## Two gaps of silicon carbide under strain

When a semiconductor is squeezed, its bonds shorten and its bonding and antibonding levels should move apart. Does the band gap of cubic silicon carbide therefore widen under compression? The table follows two gaps of the crystal as its volume changes, with two volumes left open.

Cubic SiC (space group F-43m, 2-atom cell) at several fixed volumes, computed with Ansatz 0.2.0 using DFT with the r2SCAN functional, scalar-relativistic PAW and a plane-wave cutoff of 500 eV, without spin polarization. Both gaps are Kohn-Sham gaps read on a 10×10×10 k mesh, with Gaussian smearing of 0.02 eV.

```tsv
volume (Å³/atom)	shortest distance (Å)	band gap (eV)	least direct gap (eV)
9.714	1.848	1.669	5.123
10.024	1.867	?	?
10.334	1.886	?	?
10.502	1.896	1.724	5.027
10.644	1.905	1.732	5.009
10.954	1.923	1.749	4.970
```

The band gap is the smallest step from any filled state to any empty one. Here it is indirect: the highest filled state lies at Γ, the centre of the Brillouin zone, and the lowest empty one at X, on its boundary. The least direct gap is the smallest step that keeps the electron at one wave vector. Both are read on the k mesh, so a slightly smaller step between its points would be missed. Across the known rows the band gap rises by 0.08 eV as the crystal expands, while the least direct gap falls by 0.153 eV. The expectation thus holds for the direct gap and fails for the indirect one.

### Why the indirect gap goes the other way

The indirect gap compares two states of different wave vector, so it need not follow the splitting of a single bond. By the standard account, the lowest conduction state at X has much of its density in the open space between the bonds, and some d character. Measured from the valence top, an ordinary antibonding state rises under compression. This one depends less on the shortened bonds, and its mixing with higher d states, which grows at short distance, pushes it down. On balance it sinks slightly towards the valence top, and the gap shrinks. The table shows this shrinking; the character of the states is theory.

The same reasoning sorts the neighbours. Silicon also has its conduction minimum towards X, and its gap also shrinks under pressure. Diamond has its minimum there too, but carbon has no low-lying d states to mix in, and the gap widens. In gallium arsenide the conduction minimum is an antibonding s state at Γ, and the gap widens. To guess the trend for another such crystal, one first asks where its conduction minimum lies and what kind of state it is.

### Why the direct gap widens

Band structures of this crystal usually place the least direct gap at X. If that holds here, both gaps end at the same conduction state, and their difference is the depth of the upper valence state at X below the valence top at Γ. This depth is 3.454 eV in the most compressed row and 3.221 eV in the most expanded one. Compression therefore lowers the valence state at X, measured from the top, by more than the indirect gap shrinks, and the direct gap grows.

In the simplest picture, the depth comes from the coupling of p orbitals on neighbouring atoms, which is stronger at short distance. A simple rule lets such couplings fall as $1/d^2$, where $d$ is the shortest distance. As a rough estimate, the whole depth can be treated as one such coupling. Scaled in this way from the most compressed row, the depth in the most expanded row would be 3.188 eV. The rule gives the right direction and roughly the right size, but makes the depth fall somewhat too fast.

### From the trend to a forecast

For a small strain, a gap changes in proportion to the relative change of volume; the constant of proportion is called a deformation potential. Over a wider range that constant may itself drift, which adds a quadratic term:

$$E = E_0 + a\,x + b\,x^2,\qquad x=\ln\frac{V}{V_0}.$$

Here $E$ is either gap, $V$ the volume, and $V_0$ the volume of the 10.502 row. The three constants were fitted to the four known rows, separately for each gap.

For the least direct gap at 10.024 Å³/atom, $x=\ln(10.024/10.502)=-0.0466$. With $a=-1.309$ eV and $b=-0.988$ eV,

$$E = 5.027 + 0.061 - 0.002 = 5.086\ \text{eV}.$$

The forecasts for the two open rows, in order of volume, are 1.692 and 1.713 eV for the band gap, and 5.086 and 5.048 eV for the least direct gap. Each carries ±0.003 eV. This bar is a judgement: it covers the rounding, the small number of rows and the choice of formula, since a single constant slope would put the band gap up to 2 meV lower.

The withheld rows as computed:

```tsv
volume (Å³/atom)	shortest distance (Å)	band gap (eV)	least direct gap (eV)
10.024	1.867	1.692	5.086
10.334	1.886	1.713	5.047
```

All four values fall within their bars, and before rounding each forecast misses by less than 1 meV. The constant slope misses the band gap by 1 to 2 meV, also inside the bar, so the drift of the slope is a fine correction here. The hits confirm that both gaps vary smoothly between the known volumes; they do not test the orbital explanation. When each known row is left out in turn, the root-mean-square miss of the band gap is 4 meV. Nearly all of it comes from the most compressed row, which then lies far outside the three volumes left. These lie close together, so the rounding of their gaps to 1 meV changes the slope and bend of the curve, and the error grows on the way out. The miss therefore reflects the rounded table more than a failure of the formula.

For practical use, one per cent more volume near the 10.502 row widens the band gap by about 6 meV. That holds for uniform strain; a film stretched only in its plane needs a separate calculation. The functional also places the gap itself too low, since experiment finds roughly 2.4 eV, so the change with volume is a safer result than the absolute value. The output below gives the fits and the slopes.

The analysis program printed:

```
volume increase from first to last row, percent: 12.77
change of indirect gap from first to last row, eV: 0.08
change of least direct gap from first to last row, eV: -0.153
indirect gap, slope from 9.714 to 10.502, eV per unit ln V: 0.7052
indirect gap, slope from 10.502 to 10.954, eV per unit ln V: 0.5933
least direct gap, slope from 9.714 to 10.502, eV per unit ln V: -1.231
least direct gap, slope from 10.502 to 10.954, eV per unit ln V: -1.353
mean pressure coefficient of the indirect gap, meV per GPa: -2.892
direct minus indirect gap at 9.714, eV: 3.454
direct minus indirect gap at 10.954, eV: 3.221
the same at 10.954 if scaled from 9.714 as 1/d squared, eV: 3.188
apparent power of distance in direct minus indirect gap: -1.744
fit of band_gap on 4 rows: constant 1.722 +/- 0.00092, coefficient of x 0.6732 +/- 0.021; rms 0.0013, worst 10.502 -0.00173, leave-one-out rms 0.00489
  rows outside the fit (model, value, miss): 10.024 1.691, 1.692, -0.00108; 10.334 1.711, 1.713, -0.00158
fit of band_gap on 4 rows: constant 1.724 +/- 0.0002, coefficient of x 0.6334 +/- 0.0048, coefficient of x2 -0.8928 +/- 0.087; rms 0.000126, worst 10.644 0.000193, leave-one-out rms 0.00404
  rows outside the fit (model, value, miss): 10.024 1.692, 1.692, 0.000401; 10.334 1.713, 1.713, 0.000399
fit of least_direct_gap on 4 rows: constant 5.027 +/- 0.00014, coefficient of x -1.309 +/- 0.0033, coefficient of x2 -0.988 +/- 0.059; rms 8.59e-05, worst 10.644 0.000132, leave-one-out rms 0.00277
  rows outside the fit (model, value, miss): 10.024 5.086, 5.086, -0.000258; 10.334 5.048, 5.047, 0.000752
bent less straight forecast of indirect gap at 10.024, meV: 1.485
bent less straight forecast of indirect gap at 10.334, meV: 1.98
indirect gap change for 1 percent more volume near 10.502, meV: 6.334
```
